# Snoek relaxation of nitrogen in vanadium: response to changed conditions

**Question.** How do the height and temperature of the Snoek peak of N in bcc V respond when stress axis, concentration, frequency, site or host changes?

## Statement

For $c_0\ll1$ non-interacting interstitials per host atom (atomic volume $v_0=a^3/2$, tension positive),

$$\delta(1/E)=\frac{2}{9}\frac{c_0v_0}{k_BT}(\lambda_1-\lambda_2)^2(1-3\Gamma),\qquad D=\frac{a^2}{36\tau}.$$

Here $\lambda_1,\lambda_2$ are strains per unit $c_0$ along and across the dipole axis, and $\Gamma=\gamma_1^2\gamma_2^2+\gamma_2^2\gamma_3^2+\gamma_3^2\gamma_1^2$ for direction cosines $\gamma_p$. The strength is $\Delta=E\,\delta(1/E)$, with $1/E=S_{11}-2(S_{11}-S_{12}-S_{44}/2)\Gamma$. For $\Delta\ll1$ the loss $\Delta\,\omega\tau/(1+\omega^2\tau^2)$ peaks at $\omega\tau=1$ with height $\Delta/2$. With $\tau=\tau_0e^{H/k_BT}$ and $\omega=2\pi f$, $T_p=H/[k_B\ln(1/\omega\tau_0)]$.

## Proof

Under uniaxial stress $\sigma$, orientation $p$ has resolved strain $\lambda^{(p)}=\lambda_2+(\lambda_1-\lambda_2)\gamma_p^2$, with mean $\bar\lambda$, and energy $-v_0\sigma\lambda^{(p)}$. Linearised Boltzmann weights give $c_p-c_0/3=(c_0v_0\sigma/3k_BT)(\lambda^{(p)}-\bar\lambda)$, so

$$\delta(1/E)=\frac{c_0v_0}{3k_BT}(\lambda_1-\lambda_2)^2\Big(\sum_p\gamma_p^4-\tfrac13\Big),\qquad \sum_p\gamma_p^4=1-2\Gamma .$$

An octahedral site has four neighbours at $a/2$, two of each other orientation. With rate $w$ per jump, $\dot c_1=-4wc_1+2w(c_2+c_3)=-6w(c_1-c_0/3)$, so $\tau=1/6w$, while $D=\tfrac16\,4w(a/2)^2=wa^2/6$.

## Inputs

V: $C_{11}=228.7$, $C_{12}=119$, $C_{44}=43.2$ GPa (room temperature, compiled by Blaschke). Typical inputs for V–N: $a=0.303$ nm, $\lambda_1-\lambda_2=0.8$, $H=1.57$ eV, $\tau_0=5\times10^{-16}$ s. Approximate inputs for Ta–N: $a=0.330$ nm, $C_{11}=261$, $C_{12}=157$ GPa, $0.6$, $1.66$ eV, $4\times10^{-15}$ s. The pairs $H,\tau_0$ were chosen to give typical 1 Hz peak temperatures, and the dipole strengths to give typical heights, so neither result tests the model.

Reference case: [100], $c_0=10^{-3}$, 1 Hz. Then $v_0=1.39\times10^{-29}$ m³, $E=(C_{11}-C_{12})(C_{11}+2C_{12})/(C_{11}+C_{12})=147$ GPa, $\ln(1/\omega\tau_0)=33.4$, $\delta(1/E)=2.6\times10^{-13}$ Pa⁻¹ and peak height 0.019.

## Reasoning

1. **Axis.** [111] makes equal angles with all three dipole axes, so nothing reorders. Along [110], $\Gamma=1/4$ leaves a quarter of $\delta(1/E)$. Since $2C_{44}/(C_{11}-C_{12})=0.79<1$, [110] is softer than [100] and $\Delta$ falls below a quarter. $T_p$ stays.
2. **Concentration.** Doubling $c_0$ doubles $\Delta$ and leaves $\tau$ alone.
3. **Frequency.** A faster drive needs faster jumps, so $T_p$ rises and $\Delta\propto1/T_p$ falls in the ratio of the logarithms, $26.5/33.4$ at 1 kHz.
4. **Site.** Tetrahedral sites keep four neighbours and $\tau=1/6w$, but the jump is $a/2\sqrt2$. The same peak then implies $D=a^2/72\tau$, half as large.
5. **Host.** In bcc Ta, a liner metal of copper wiring, the larger $v_0$ (factor 1.29) opposes the weaker dipole (squared, 0.56), higher $T_p$ (0.89) and lower $E$ (0.97). The squared factor wins.

## Calculation

| Case | $E$ (GPa) | $T_p$ (K) | $\Delta$ | ratio | $D(T_p)$ (m²/s) |
|---|---|---|---|---|---|
| reference | 147 | 546 | 0.039 | 1 | $1.6\times10^{-20}$ |
| [110] | 125 | 546 | 0.0082 | 0.21 | same |
| [111] | 119 | 546 | 0 | 0 | same |
| $2c_0$ | 147 | 546 | 0.077 | 2 | same |
| 1 kHz | 147 | 688 | 0.031 | 0.79 | $1.6\times10^{-17}$ |
| tetrahedral reading | 147 | 546 | 0.039 | 1 | $0.80\times10^{-20}$ |
| Ta host | 143 | 615 | 0.024 | 0.63 | $1.9\times10^{-20}$ |

These numbers are the model's. At 300 K it gives $\tau\approx10^{11}$ s for V–N, so room-temperature moduli are unrelaxed ones.

## Neglected terms

Expansion ($8.4\times10^{-6}$ K⁻¹ at 293 K, Kaye and Laby Online, taken constant) raises $v_0$ by 0.6% at 546 K. Thermal softening of $E$ is typically a few per cent. Reordering conserves volume, so $\delta S_{12}=-\delta S_{11}/2$, and strain-mediated interactions are of relative order $(C_{11}-C_{12})\,\delta(S_{11}-S_{12})=(C_{11}-C_{12})c_0v_0(\lambda_1-\lambda_2)^2/3k_BT\approx4\%$, or 9% at $2c_0$. A shift of 0.1 in $\lambda_1-\lambda_2$ moves $\Delta$ by about 25% but cancels in the ratios within V. The host change is more fragile: its sign reverses if the Ta dipole strength exceeds 0.95 of that in V.